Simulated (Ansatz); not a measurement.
A van 't Hoff estimate for GeH3(CH3) + CH2BrI ⇌ GeH3I + C2H5Br

Species: GeH3(CH3), singlet; CH2BrI (bromoiodomethane) `BrCI`, singlet; GeH3I `[GeH3][I]`, singlet; C2H5Br (bromoethane) `CCBr`, singlet. The partners trade CH3 for I: Ge–CH3 and C–I bonds give way to Ge–I and C–CH3.

The electronic reaction energy at CCSD(T)/def2-TZVPP is -115.6 kJ/mol. Shapes: PBE0-D4/def2-TZVP. Programs: Ansatz 0.2.0. Enthalpy and entropy come from rigid-rotor, harmonic-oscillator sums on unscaled PBE0-D4/def2-TZVP wavenumbers, ideal gases at 1 bar. Symmetry numbers: GeH3(CH3) 3, CH2BrI 1, GeH3I 3, C2H5Br 1. R = 8.3145 J/(mol K).

```
T (K)  ΔH (kJ/mol)  ΔS (J/(mol K))
  400       -110.0            -8.1
  600       -111.2           -10.4
  800            ?               ?
```

Question: Work out ln K at 400 and 600 K, and from these estimate it at 800 K.

Answer: 
1. 400 K: ΔG = -110.0 − 400 × (-8.1)/1000 = -106.8 kJ/mol; ln K = −ΔG/RT = +32.11.
2. 600 K: ΔG = -111.2 − 600 × (-10.4)/1000 = -105.0 kJ/mol; ln K = −ΔG/RT = +21.05.
3. Slope against 1000/T: (+21.05 − (+32.11))/(1.6667 − 2.5000) = +13.27, that is −ΔH/R with ΔH near -110 kJ/mol.
4. 800 K: ln K = +32.11 + (+13.27) × (1.2500 − 2.5000) = +15.52.

The full sums give ΔH = -112.1 kJ/mol, ΔS = -11.7 J/(mol K), ΔG = -102.7 kJ/mol and ln K = +15.44 at 800 K, so the line is off by +0.08 in ln K; without rounding the miss is +0.05, from the change of ΔH with temperature. The products are favoured over this whole range. An error of 10 kJ/mol in the energy moves ln K by 1.5 at 800 K. Soft modes are treated as harmonic, which can err either way at these temperatures; the lowest are those of GeH3(CH3) (162 cm⁻¹), CH2BrI (144 cm⁻¹), GeH3I (253 cm⁻¹), C2H5Br (260 cm⁻¹). For atoms past krypton def2 sets carry core potentials with scalar relativity. Relativity is left out for Br, Ge. Outer-core shells of Br, Ge, I are correlated, in sets that cover them unevenly.

The exchange is driven by enthalpy: ln K is large and positive and falls on heating, as it must for an exothermic reaction. The likely source is the replacement of a weak C–I bond, in which the diffuse iodine 5p orbital overlaps poorly with carbon, by a much stronger C–C bond. On the germanium side, the loss of Ge–C is largely offset by a Ge–I bond that gains polarity from the electropositive germanium.

Entropy matters little because two molecules give two molecules and the symmetry numbers cancel. Its small negative value probably reflects stiffer products, whose lowest modes lie at 253 and 260 cm⁻¹, against 162 and 144 cm⁻¹ in the reactants. The increasingly negative ΔH shows that the products also have the lower heat capacity, so the true ln K drops slightly faster than the straight line predicts. The preference for products is far too large for such curvature to overturn, but it says nothing about whether the exchange is fast enough to compete with C–I homolysis.
